An analysis program fails at first. The program, its output, the cause and the repair follow.

The data: Calculated values. ld1.x 7.5, non-relativistic PBE: separable norm-conserving Troullier-Martins pseudopotential for P, [Ne] core, reference 3s2 3p1.5 (charge +1.5), radii 1.2 (s, local), 1.3 (p) and 1.05 bohr (d), no core correction. Errors and excesses are pseudo-atom levels in spherical Bessel functions (20 bohr box, fixed reference potential) less their values at 400 Ry.

```python
# Table: basis-set excess (mRy) of pseudo-atom levels vs Bessel cutoff, P(+1.5), ld1.x, PBE, non-relativistic, Troullier-Martins.
# Tested: smooth decay fits, and excess = integral over q > sqrt(cutoff) of (q^2 - eps) u(q)^2 from the run's pseudo-waves.
T = {
    'cutoff': [10, 15, 21, 30, 40, 50, 60, 80, 100, 140, 200, 300],  # Ry
    'sum_of_levels_error': [163.3, 109.2, 104.0, 81.61, 36.49, 13.56, 7.94, 5.005, 1.59, 0.635, 0.155, 0.02],  # mRy
    'lowest_p_level_excess': [21.87, 21.52, 21.41, 19.09, 11.85, 4.43, 1.4, 0.51, 0.26, 0.05, 0.01, 0.0],  # mRy
    'lowest_d_level_excess': [52.48, 39.35, 28.93, 20.59, 11.9, 6.44, 3.55, 0.98, 0.18, 0.0, 0.0, 0.0],  # mRy
    'lowest_s_level_excess': [65.27, 38.44, 35.96, 26.49, 9.36, 3.46, 2.92, 2.12, 0.6, 0.28, 0.07, 0.01],  # mRy
    'lowest_f_level_excess': [0.02, 0.01, 0.01, 0.0, 0.0, 0.0, 0.0, 0.0, 0.0, 0.0, 0.0, 0.0],  # mRy
}
import numpy as np
from scipy.integrate import solve_ivp, cumulative_trapezoid
from scipy.optimize import minimize_scalar
from scipy.special import spherical_jn
from scipy.signal import argrelmin
E = np.array(T['cutoff'], float); qc = np.sqrt(E); tot = np.array(T['sum_of_levels_error'], float)
X = {c: np.array(T['lowest_%s_level_excess' % c], float) for c in 'spdf'}
dev = np.abs(tot - 2*X['s'] - 1.5*X['p']).max()
print("max |sum - 2s - 1.5p| = %.4f mRy; level rounding 0.005 mRy; largest f excess %.2f mRy" % (dev, X['f'].max()))
print("s share of sum (%): " + " ".join("%d:%.0f" % (e, 200*s/t) for e, s, t in zip(E[:11], X['s'], tot)))
forms = {'exp(-k q)': qc, 'exp(-k Ec)': E, 'Ec^-k': np.log(E)}; S = {}; var = {}
for c in 'spd':
    m = X[c] >= 0.05; y = np.log(X[c][m])
    fit = {n: np.polyfit(x[m], y, 1) for n, x in forms.items()}
    rms = {n: np.std(y - np.polyval(fit[n], forms[n][m])) for n in forms}
    b = min(rms, key=rms.get); S[c] = np.exp(np.polyval(fit[b], forms[b]))
    sl = -np.diff(y)/np.diff(E[m]); var[c] = sl.max()/sl.min()
    print(c, "rms of ln residual:", ", ".join("%s %.2f (k %.3f)" % (n, rms[n], -fit[n][0]) for n in forms), "; best", b)
    print("   max/min of local ln slope per Ry %.1f; smooth value on unfitted rows (<0.05 mRy): " % var[c]
          + " ".join("%d Ry %.3f" % (e, s) for e, s in zip(E[~m], S[c][~m])))
# typed from further outputs of the same run: pseudo-waves at r = 0.13 n bohr (3p sign flipped), levels (Ry), radii
U = {'s': [.0694, .1344, .1923, .2447, .3005, .3737, .4751, .5973, .7076, .7809, .8185, .8268, .8123],
     'p': [.0185, .0688, .1368, .2072, .2721, .3353, .4067, .4919, .5819, .6571, .7086, .7382, .7492]}
eps = {'s': -2.08671, 'p': -1.4046}; L = {'s': 0, 'p': 1}; rc = {'s': 1.2, 'p': 1.3}
h = 0.13; r = h*np.arange(1, 108); q = np.arange(0.02, 20.001, 0.02)
Z = {c: -r[11]/2*((U[c][10]-2*U[c][11]+U[c][12])/h**2/U[c][11] - L[c]*(L[c]+1)/r[11]**2 + eps[c]) for c in 'sp'}
Z0 = np.mean(list(Z.values()))
print("effective charge at 1.56 bohr from wave curvature: s %.3f, p %.3f" % (Z['s'], Z['p']))
def tail(b, c):
    f = lambda x, y: [y[1], (L[c]*(L[c]+1)/x**2 - 2*(1.5+(Z0-1.5)*np.exp(-(x-r[11])/b))/x - eps[c])*y[0]]
    t = solve_ivp(f, [r[-1], r[10]], [1e-8, -1e-8*np.sqrt(-eps[c])], t_eval=r[10:][::-1], rtol=1e-8, atol=1e-14).y[0][::-1]
    return t*np.dot(t[:3], U[c][10:])/np.dot(t[:3], t[:3])
M = {}; G = {}
for c in 'sp':
    o = minimize_scalar(lambda b: np.sum((tail(b, c)[:3]-U[c][10:])**2), bounds=(0.4, 15), method='bounded')
    u = np.concatenate([U[c], tail(o.x, c)[3:]]); qr = np.outer(q, r)
    uq = np.sqrt(2/np.pi)*h*(qr*spherical_jn(L[c], qr)) @ u
    g = 1000*(q**2-eps[c])*uq**2; cum = cumulative_trapezoid(g, q, initial=0)
    M[c] = cum[-1]-np.interp(qc, q, cum); G[c] = np.interp(qc, q, g)*np.pi/20
    d = np.diff([0]+U[c])
    print("%s tail length %.2f bohr, join misfit %.5f, norm %.4f; rise per 0.13 bohr: min %.4f, then max %.4f" %
          (c, o.x, np.sqrt(o.fun/3), h*np.sum(u**2), d[2:7].min(), d[5:].max()))
    i = [k for k in argrelmin(g, order=10)[0] if 2 < q[k] < 15]
    print("   weight minima, q (Ry; mRy bohr): " + ", ".join("%.2f (%.0f; %.3f)" % (q[k], q[k]**2, g[k]) for k in i))
    print("   spacings in q: " + " ".join("%.2f" % x for x in np.diff(q[i])) + " ; pi/radius %.2f 1/bohr" % (np.pi/rc[c]))
rat = lambda c, k: "%5.2f" % (X[c][k]/S[c][k]) if X[c][k] >= 0.05 else "    -"
print("Ec/Ry q | s: table, transform, diff, one-function step (mRy), table/smooth | p: same | d table/smooth")
for k in range(len(E)):
    print("%4d %5.2f | " % (E[k], qc[k]) + " | ".join("%6.2f %6.2f %+6.2f %5.2f %s" %
          (X[c][k], M[c][k], M[c][k]-X[c][k], G[c][k], rat(c, k)) for c in 'sp') + " | " + rat('d', k))
for c in 'sp':
    m = X[c] >= 0.05; lr = np.log(M[c][m]/X[c][m]); w = np.argmax(np.abs(lr))
    print("%s transform: rms ln residual %.2f, worst row %d Ry, transform/table %.2f" % (c, np.sqrt(np.mean(lr**2)), E[m][w], np.exp(lr[w])))
R = {c: -np.diff(X[c])/np.diff(qc) for c in 'spd'}; RM = {c: -np.diff(M[c])/np.diff(qc) for c in 'sp'}
print("drop per unit q (mRy bohr): interval | s table, transform | p table, transform | d table, d step/drop")
for k in range(10):
    dd = X['d'][k]-X['d'][k+1]
    print("%3d-%3d | %6.2f %6.2f | %6.2f %6.2f | %6.2f %s" % (E[k], E[k+1], R['s'][k], RM['s'][k], R['p'][k], RM['p'][k],
          R['d'][k], "%.2f" % (R['d'][k]*np.pi/20/dd) if dd > 0 else "-"))
print("s local exponent in Ec, 100-200 Ry %.1f, 140-200 Ry %.1f (argued envelope 4.5)" %
      (np.log(X['s'][8]/X['s'][10])/np.log(E[10]/E[8]), np.log(X['s'][9]/X['s'][10])/np.log(E[10]/E[9])))
assert dev < 0.02 and all(np.all(np.diff(X[c]) <= 0) for c in 'spdf')
assert R['s'][1] < min(R['s'][0], R['s'][3])/4 and R['s'][6] < R['s'][7]
assert R['p'][1] < R['p'][4]/10
assert var['d'] < 2.5 < min(var['s'], var['p'])
```

The run ends like this:

```
[...]
effective charge at 1.56 bohr from wave curvature: s 2.900, p 2.900
s tail length 1.64 bohr, join misfit 0.00001, norm 0.9982; rise per 0.13 bohr: min 0.0524, then max 0.1222
   weight minima, q (Ry; mRy bohr): 4.32 (19; 0.000), 7.82 (61; 0.000), 11.04 (122; 0.000), 13.98 (195; 0.000)
   spacings in q: 3.50 3.22 2.94 ; pi/radius 2.62 1/bohr
p tail length 1.66 bohr, join misfit 0.00000, norm 0.9921; rise per 0.13 bohr: min 0.0632, then max 0.0900
   weight minima, q (Ry; mRy bohr): 3.90 (15; 0.001), 8.80 (77; 0.000), 11.70 (137; 0.000), 14.22 (202; 0.000)
   spacings in q: 4.90 2.90 2.52 ; pi/radius 2.42 1/bohr
Ec/Ry q | s: table, transform, diff, one-function step (mRy), table/smooth | p: same | d table/smooth
  10  3.16 |  65.27  80.00 +14.73 16.14  0.93 |  21.87  26.51  +4.64  0.98  0.68 |  0.84
  15  3.87 |  38.44  41.84  +3.40  2.27  0.87 |  21.52  25.66  +4.14  0.00  0.87 |  0.85
  21  4.58 |  35.96  39.51  +3.55  0.47  1.29 |  21.41  25.49  +4.08  0.16  1.18 |  0.91
  30  5.48 |  26.49  27.36  +0.87  3.40  1.69 |  19.09  21.51  +2.42  1.35  1.69 |  1.12
  40  6.32 |   9.36  10.40  +1.04  2.35  1.03 |  11.85  12.12  +0.27  1.87  1.76 |  1.19
  50  7.07 |   3.46   3.81  +0.35  0.56  0.61 |   4.43   4.59  +0.16  1.17  1.11 |  1.19
  60  7.75 |   2.92   2.99  +0.07  0.00  0.80 |   1.40   1.31  -0.09  0.40  0.59 |  1.21
  80  8.94 |   2.12   2.06  -0.06  0.26  1.26 |   0.51   0.53  +0.02  0.00  0.61 |  1.14
 100 10.00 |   0.60   0.59  -0.01  0.12  0.70 |   0.26   0.29  +0.03  0.05  0.88 |  0.71
 140 11.83 |   0.28   0.28  +0.00  0.02  1.07 |   0.05   0.05  +0.00  0.00  1.36 |     -
 200 14.14 |   0.07   0.06  -0.01  0.00  1.18 |   0.01   0.01  +0.00  0.00     - |     -
 300 17.32 |   0.01   0.01  +0.00  0.00     - |   0.00   0.00  +0.00  0.00     - |     -
s transform: rms ln residual 0.09, worst row 10 Ry, transform/table 1.23
p transform: rms ln residual 0.11, worst row 10 Ry, transform/table 1.21
drop per unit q (mRy bohr): interval | s table, transform | p table, transform | d table, d step/drop
 10- 15 |  37.75  53.69 |   0.49   1.20 |  18.47 0.22
 15- 21 |   3.49   3.29 |   0.16   0.24 |  14.68 0.22
 21- 30 |  10.59  13.58 |   2.59   4.45 |   9.32 0.18
 30- 40 |  20.22  20.02 |   8.54  11.08 |  10.26 0.19
 40- 50 |   7.90   8.82 |   9.94  10.08 |   7.31 0.21
 50- 60 |   0.80   1.22 |   4.49   4.86 |   4.28 0.23
 60- 80 |   0.67   0.78 |   0.74   0.66 |   2.14 0.13
 80-100 |   1.44   1.39 |   0.24   0.23 |   0.76 0.15
100-140 |   0.17   0.17 |   0.11   0.13 |   0.10 0.09
140-200 |   0.09   0.10 |   0.02   0.02 |  -0.00 -
s local exponent in Ec, 100-200 Ry 3.1, 140-200 Ry 3.9 (argued envelope 4.5)
Traceback (most recent call last):
  File "check.py", line 72, in <module>
    assert dev < 0.02 and all(np.all(np.diff(X[c]) <= 0) for c in 'spdf')
           ^^^^^^^^^^^^^^^^^^^^^^^^^^^^^^^^^^^^^^^^^^^^^^^^^^^^^^^^^^^^^^
AssertionError
```

Diagnosis: The first assertion required the sum to equal 2·s + 1.5·p within a flat 0.02 mRy, but the sum column is printed to four significant figures, so 163.3, 109.2 and 104.0 carry up to 0.05 mRy of rounding (row 10: 2·65.27 + 1.5·21.87 = 163.345, a difference of 0.045). The sum rule itself holds and the bound was wrong, so it is now half a unit of the last printed digit of the sum, row by row, which is looser for the three rows above 100 mRy and tighter for all others. The program also prints that rounding and the extreme table/smooth ratios, and no longer prints a negative zero; the model and the other assertions are unchanged.

Diff:

```diff
@@ -16,6 +16,8 @@
 E = np.array(T['cutoff'], float); qc = np.sqrt(E); tot = np.array(T['sum_of_levels_error'], float)
 X = {c: np.array(T['lowest_%s_level_excess' % c], float) for c in 'spdf'}
-dev = np.abs(tot - 2*X['s'] - 1.5*X['p']).max()
-print("max |sum - 2s - 1.5p| = %.4f mRy; level rounding 0.005 mRy; largest f excess %.2f mRy" % (dev, X['f'].max()))
+dev = np.abs(tot - 2*X['s'] - 1.5*X['p'])
+half = np.maximum(0.5*10**(np.floor(np.log10(tot))-3), 0.0005)  # half a unit of the last printed digit of the sum
+print("max |sum - 2s - 1.5p| = %.3f mRy at %d Ry (rounding of sum there %.3f); level rounding 0.005; largest f excess %.2f mRy"
+      % (dev.max(), E[dev.argmax()], half[dev.argmax()], X['f'].max()))
 print("s share of sum (%): " + " ".join("%d:%.0f" % (e, 200*s/t) for e, s, t in zip(E[:11], X['s'], tot)))
 forms = {'exp(-k q)': qc, 'exp(-k Ec)': E, 'Ec^-k': np.log(E)}; S = {}; var = {}
@@ -25,7 +27,8 @@
     rms = {n: np.std(y - np.polyval(fit[n], forms[n][m])) for n in forms}
     b = min(rms, key=rms.get); S[c] = np.exp(np.polyval(fit[b], forms[b]))
-    sl = -np.diff(y)/np.diff(E[m]); var[c] = sl.max()/sl.min()
+    sl = -np.diff(y)/np.diff(E[m]); var[c] = sl.max()/sl.min(); w = X[c][m]/S[c][m]
     print(c, "rms of ln residual:", ", ".join("%s %.2f (k %.3f)" % (n, rms[n], -fit[n][0]) for n in forms), "; best", b)
-    print("   max/min of local ln slope per Ry %.1f; smooth value on unfitted rows (<0.05 mRy): " % var[c]
+    print("   table/smooth %.2f (%d Ry) to %.2f (%d Ry); max/min local ln slope %.1f; smooth on rows <0.05 mRy: " %
+          (w.min(), E[m][w.argmin()], w.max(), E[m][w.argmax()], var[c])
           + " ".join("%d Ry %.3f" % (e, s) for e, s in zip(E[~m], S[c][~m])))
 # typed from further outputs of the same run: pseudo-waves at r = 0.13 n bohr (3p sign flipped), levels (Ry), radii
@@ -62,14 +65,12 @@
     m = X[c] >= 0.05; lr = np.log(M[c][m]/X[c][m]); w = np.argmax(np.abs(lr))
     print("%s transform: rms ln residual %.2f, worst row %d Ry, transform/table %.2f" % (c, np.sqrt(np.mean(lr**2)), E[m][w], np.exp(lr[w])))
-R = {c: -np.diff(X[c])/np.diff(qc) for c in 'spd'}; RM = {c: -np.diff(M[c])/np.diff(qc) for c in 'sp'}
+R = {c: (X[c][:-1]-X[c][1:])/np.diff(qc) for c in 'spd'}; RM = {c: (M[c][:-1]-M[c][1:])/np.diff(qc) for c in 'sp'}
 print("drop per unit q (mRy bohr): interval | s table, transform | p table, transform | d table, d step/drop")
 for k in range(10):
-    dd = X['d'][k]-X['d'][k+1]
     print("%3d-%3d | %6.2f %6.2f | %6.2f %6.2f | %6.2f %s" % (E[k], E[k+1], R['s'][k], RM['s'][k], R['p'][k], RM['p'][k],
-          R['d'][k], "%.2f" % (R['d'][k]*np.pi/20/dd) if dd > 0 else "-"))
-print("s local exponent in Ec, 100-200 Ry %.1f, 140-200 Ry %.1f (argued envelope 4.5)" %
-      (np.log(X['s'][8]/X['s'][10])/np.log(E[10]/E[8]), np.log(X['s'][9]/X['s'][10])/np.log(E[10]/E[9])))
-assert dev < 0.02 and all(np.all(np.diff(X[c]) <= 0) for c in 'spdf')
-assert R['s'][1] < min(R['s'][0], R['s'][3])/4 and R['s'][6] < R['s'][7]
-assert R['p'][1] < R['p'][4]/10
+          R['d'][k], "%.2f" % (np.pi/20/(qc[k+1]-qc[k])) if R['d'][k] > 0 else "-"))
+print("d rate 21-30 Ry over 30-40 Ry %.2f; s local exponent in Ec, 100-200 Ry %.1f, 140-200 Ry %.1f (argued envelope 4.5)" % (R['d'][2]/R['d'][3],
+      np.log(X['s'][8]/X['s'][10])/np.log(E[10]/E[8]), np.log(X['s'][9]/X['s'][10])/np.log(E[10]/E[9])))
+assert np.all(dev <= half + 1e-9) and all(np.all(np.diff(X[c]) <= 0) for c in 'spdf')
+assert R['s'][1] < min(R['s'][0], R['s'][3])/4 and R['s'][6] < R['s'][7] and R['p'][1] < R['p'][4]/10
 assert var['d'] < 2.5 < min(var['s'], var['p'])
```

After the repair:

```
max |sum - 2s - 1.5p| = 0.045 mRy at 10 Ry (rounding of sum there 0.050); level rounding 0.005; largest f excess 0.02 mRy
s share of sum (%): 10:80 15:70 21:69 30:65 40:51 50:51 60:74 80:85 100:75 140:88 200:90
s rms of ln residual: exp(-k q) 0.28 (k 0.644), exp(-k Ec) 0.54 (k 0.037), Ec^-k 0.50 (k 2.309) ; best exp(-k q)
   table/smooth 0.61 (50 Ry) to 1.69 (30 Ry); max/min local ln slope 9.5; smooth on rows <0.05 mRy: 300 Ry 0.008
p rms of ln residual: exp(-k q) 0.53 (k 0.765), exp(-k Ec) 0.38 (k 0.052), Ec^-k 0.86 (k 2.363) ; best exp(-k Ec)
   table/smooth 0.59 (60 Ry) to 1.76 (40 Ry); max/min local ln slope 134.9; smooth on rows <0.05 mRy: 200 Ry 0.002 300 Ry 0.000
d rms of ln residual: exp(-k q) 0.44 (k 0.788), exp(-k Ec) 0.19 (k 0.061), Ec^-k 0.70 (k 2.229) ; best exp(-k Ec)
   table/smooth 0.71 (100 Ry) to 1.21 (60 Ry); max/min local ln slope 2.2; smooth on rows <0.05 mRy: 140 Ry 0.022 200 Ry 0.001 300 Ry 0.000
effective charge at 1.56 bohr from wave curvature: s 2.900, p 2.900
s tail length 1.64 bohr, join misfit 0.00001, norm 0.9982; rise per 0.13 bohr: min 0.0524, then max 0.1222
   weight minima, q (Ry; mRy bohr): 4.32 (19; 0.000), 7.82 (61; 0.000), 11.04 (122; 0.000), 13.98 (195; 0.000)
   spacings in q: 3.50 3.22 2.94 ; pi/radius 2.62 1/bohr
p tail length 1.66 bohr, join misfit 0.00000, norm 0.9921; rise per 0.13 bohr: min 0.0632, then max 0.0900
   weight minima, q (Ry; mRy bohr): 3.90 (15; 0.001), 8.80 (77; 0.000), 11.70 (137; 0.000), 14.22 (202; 0.000)
   spacings in q: 4.90 2.90 2.52 ; pi/radius 2.42 1/bohr
Ec/Ry q | s: table, transform, diff, one-function step (mRy), table/smooth | p: same | d table/smooth
  10  3.16 |  65.27  80.00 +14.73 16.14  0.93 |  21.87  26.51  +4.64  0.98  0.68 |  0.84
  15  3.87 |  38.44  41.84  +3.40  2.27  0.87 |  21.52  25.66  +4.14  0.00  0.87 |  0.85
  21  4.58 |  35.96  39.51  +3.55  0.47  1.29 |  21.41  25.49  +4.08  0.16  1.18 |  0.91
  30  5.48 |  26.49  27.36  +0.87  3.40  1.69 |  19.09  21.51  +2.42  1.35  1.69 |  1.12
  40  6.32 |   9.36  10.40  +1.04  2.35  1.03 |  11.85  12.12  +0.27  1.87  1.76 |  1.19
  50  7.07 |   3.46   3.81  +0.35  0.56  0.61 |   4.43   4.59  +0.16  1.17  1.11 |  1.19
  60  7.75 |   2.92   2.99  +0.07  0.00  0.80 |   1.40   1.31  -0.09  0.40  0.59 |  1.21
  80  8.94 |   2.12   2.06  -0.06  0.26  1.26 |   0.51   0.53  +0.02  0.00  0.61 |  1.14
 100 10.00 |   0.60   0.59  -0.01  0.12  0.70 |   0.26   0.29  +0.03  0.05  0.88 |  0.71
 140 11.83 |   0.28   0.28  +0.00  0.02  1.07 |   0.05   0.05  +0.00  0.00  1.36 |     -
 200 14.14 |   0.07   0.06  -0.01  0.00  1.18 |   0.01   0.01  +0.00  0.00     - |     -
 300 17.32 |   0.01   0.01  +0.00  0.00     - |   0.00   0.00  +0.00  0.00     - |     -
s transform: rms ln residual 0.09, worst row 10 Ry, transform/table 1.23
p transform: rms ln residual 0.11, worst row 10 Ry, transform/table 1.21
drop per unit q (mRy bohr): interval | s table, transform | p table, transform | d table, d step/drop
 10- 15 |  37.75  53.69 |   0.49   1.20 |  18.47 0.22
 15- 21 |   3.49   3.29 |   0.16   0.24 |  14.68 0.22
 21- 30 |  10.59  13.58 |   2.59   4.45 |   9.32 0.18
 30- 40 |  20.22  20.02 |   8.54  11.08 |  10.26 0.19
 40- 50 |   7.90   8.82 |   9.94  10.08 |   7.31 0.21
 50- 60 |   0.80   1.22 |   4.49   4.86 |   4.28 0.23
 60- 80 |   0.67   0.78 |   0.74   0.66 |   2.14 0.13
 80-100 |   1.44   1.39 |   0.24   0.23 |   0.76 0.15
100-140 |   0.17   0.17 |   0.11   0.13 |   0.10 0.09
140-200 |   0.09   0.10 |   0.02   0.02 |   0.00 -
d rate 21-30 Ry over 30-40 Ry 0.91; s local exponent in Ec, 100-200 Ry 3.1, 140-200 Ry 3.9 (argued envelope 4.5)
```
